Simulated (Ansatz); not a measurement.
# ZnMo₃: energy above lowest point against volume scale

All results are calculated (Ansatz 0.2.0). Free energy against uniform scaling of the volume at fixed shape and fractions; periodic cell, basis, potentials, k mesh and filling as listed.

The cell before it is scaled or strained (space group Pm-3m, No. 221):
```
CELL_PARAMETERS angstrom
3.94320 0.00000 0.00000
0.00000 3.94320 0.00000
0.00000 0.00000 3.94320
ATOMIC_POSITIONS crystal
Zn 0.00000 0.00000 0.00000
Mo 0.00000 0.50000 0.50000
Mo 0.50000 0.00000 0.50000
Mo 0.50000 0.50000 0.00000
```

Settings of every row: functional PBE; dispersion none; potentials PAW; wave cutoff 420 eV; density cutoff 1680 eV; k mesh 6x6x6; k shift 0x0x0; occupations fermi dirac; smearing width 0.1 eV; spin none.

Limits: coarse k mesh, up to 40 meV an atom off; the cell comes from a prototype or a list of computed structures and needn't be the stable phase.

```
row  volume scale  V (Å³/atom)  energy above lowest point (meV/atom)
  1           0.9       13.795                                 106.4
  2         0.925       14.178                                    54
  3          0.95       14.562                                  20.3
  4         0.975       14.945                                     3
  5             1       15.328                                     0
  6         1.025       15.711                                     ?
  7          1.05       16.094                                    30
  8         1.075       16.478                                  59.9
  9           1.1       16.861                                  98.2
```

Question: what energy above lowest point should row 6 give?

Worked fit of energy above lowest point. Take u = (V_r/V)^(2/3) − 1 with V_r = 15.136 Å³ an atom, which is twice the finite (Eulerian) strain; such expansions in the strain, on which the Birch-Murnaghan equation of state is built, carry the rest volume and the bulk modulus. The shown rows have u = 0.0638, 0.04455, 0.02611, 0.0085, -0.00837, -0.04009, -0.05506, -0.06942. Least squares give energy above lowest point = −0.13 + 173.1 × u + 23191 × u² + 4237 × u³ meV/atom; a parabola predicts inner rows, each left out in turn, worse (root mean square 0.3 against 0.07 meV/atom). The rows lie off it by 0.0, 0.0, 0.0, 0.0, 0.0, 0.1, 0.0, 0.0. Its lowest point lies at u = -0.0037, or V = 15.22 Å³ an atom, and the curvature there gives the bulk modulus at fixed shape and fractions, B = (4/9)(1 + u)² E″(u)/V = 215 GPa. The withheld row has u = -0.02455, so the fit gives −0.13 + 173.1 × (-0.02455) + 23191 × (-0.02455)² + 4237 × (-0.02455)³ = 9.5 meV/atom.

The calculation gave 9.5 meV/atom. The fit meets it to the printed digit.
